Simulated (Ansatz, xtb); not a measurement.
## Two isomers of CH6BFGe

Structure X is `[CH3][GeH2][BH]F`, a singlet and structure Y is `C[B](F)[GeH3]`, a singlet. Both are isolated molecules in the gas phase, relaxed with PBE0-D3(BJ)/def2-SVP; the shapes shown needn't be the lowest conformers.

X (Å):

```csv
atom,x (Å),y (Å),z (Å)
C,-3.5040,0.5018,-0.5579
B,-1.3367,-0.0850,1.9472
F,-0.7574,1.0597,1.6277
Ge,-2.9916,-0.7366,0.8691
H,-4.3786,0.1256,-1.1071
H,-3.7512,1.4863,-0.1354
H,-2.6727,0.6295,-1.2662
H,-4.1792,-0.9379,1.8395
H,-2.6866,-2.1294,0.2694
H,-0.8477,-0.6959,2.8765
```

Y (Å):

| atom | x (Å) | y (Å) | z (Å) |
| --- | --- | --- | --- |
| C | -1.6333 | 1.1327 | 1.1717 |
| B | -0.1443 | 1.1380 | 0.7073 |
| F | 0.7861 | 1.6439 | 1.5109 |
| Ge | 0.4972 | 0.4056 | -1.1396 |
| H | -1.7589 | 1.3474 | 2.2434 |
| H | -2.1418 | 0.1900 | 0.9146 |
| H | -2.1610 | 1.9178 | 0.5982 |
| H | -0.6603 | 0.3189 | -2.1558 |
| H | 1.0566 | -1.0244 | -0.9740 |
| H | 1.6175 | 1.2636 | -1.7595 |

Quicker runs give these differences E(Y) − E(X): GFN2-xTB −0.105 eV; HF/STO-3G −0.224 eV (at GFN2-xTB geometries); r2SCAN-D4/def2-SVP −0.438 eV (at GFN2-xTB geometries).

Q: Estimate E(Y) − E(X) at the level CCSD(T)/def2-SVP + ΔMP2/def2-TZVPP.

A: Calculated at CCSD(T)/def2-SVP + ΔMP2/def2-TZVPP: E(Y) − E(X) = −0.294 eV, so structure Y lies lower.

The same difference at several levels:

| level | geometry | E(Y) − E(X) (eV) | departure from the last row (eV) | job, with rough time for the two |
| --- | --- | --- | --- | --- |
| GFN2-xTB | GFN2-xTB | −0.105 | +0.189 | optimisation, 2.4 s |
| HF/STO-3G | GFN2-xTB | −0.224 | +0.070 | single point, 2.5 s |
| r2SCAN-D4/def2-SVP | GFN2-xTB | −0.438 | −0.144 | single point, 11 s |
| PBE0-D3(BJ)/def2-SVP | PBE0-D3(BJ)/def2-SVP | −0.440 | −0.146 | optimisation, 7.9 min |
| HF/def2-SVP | PBE0-D3(BJ)/def2-SVP | −0.384 | −0.091 | part of the CCSD(T) run |
| MP2/def2-SVP | PBE0-D3(BJ)/def2-SVP | −0.386 | −0.092 | part of the CCSD(T) run |
| CCSD(T)/def2-SVP | PBE0-D3(BJ)/def2-SVP | −0.399 | −0.106 | single point |
| CCSD(T)/def2-SVP + ΔMP2/def2-TZVPP | PBE0-D3(BJ)/def2-SVP | −0.294 |  | single point, 73 s |

As drawn, Y has 1 C–B, 1 Ge–H in place of 1 C–Ge, 1 B–H.

None of the levels shown reverses the order. The largest departure from CCSD(T)/def2-SVP + ΔMP2/def2-TZVPP is that of GFN2-xTB, 0.189 eV. The last row adds to CCSD(T) the change of the MP2 difference between the two basis sets, here +0.106 eV.

With harmonic frequencies from PBE0-D3(BJ)/def2-SVP (ideal gas, rigid rotor, one conformer each, 298.15 K, 1 atm): on the last row, ΔE + ΔZPE = −0.332 eV. A mode under 50 cm⁻¹ makes harmonic enthalpies and free energies unreliable, so none is given.

The correlated steps freeze 12 core orbitals; the filled d shell of Ge is correlated, in a basis made for valence electrons. Run with Ansatz 0.2.0, xtb 6.7.1; the last row on 2 threads of Intel(R) Xeon(R) Processor @ 2.50GHz (Skylake/Cascade Lake) on a shared host.

Placing the methyl group on boron rather than germanium is favoured at every level, by 0.294 eV at the highest. The exchange trades C–Ge and B–H bonds for C–B and Ge–H bonds. B–H is normally stronger than Ge–H, so the preference probably comes from the strong, short C–B bond, whose compact orbitals overlap better than those of C–Ge. Hyperconjugation from the methyl C–H bonds into the formally empty boron p orbital should help, though fluorine π donation, available in both isomers, tempers it.

In the def2-SVP basis, HF, MP2 and CCSD(T) nearly coincide, so correlation largely cancels in the difference there, and the basis set matters more than the correlation treatment. The closeness of HF/STO-3G to the final value is therefore probably fortuitous. Zero-point energy widens the gap to −0.332 eV, as expected when a stiff B–H stretch gives way to a softer Ge–H one. The energy ordering says nothing about the barrier to interconversion.
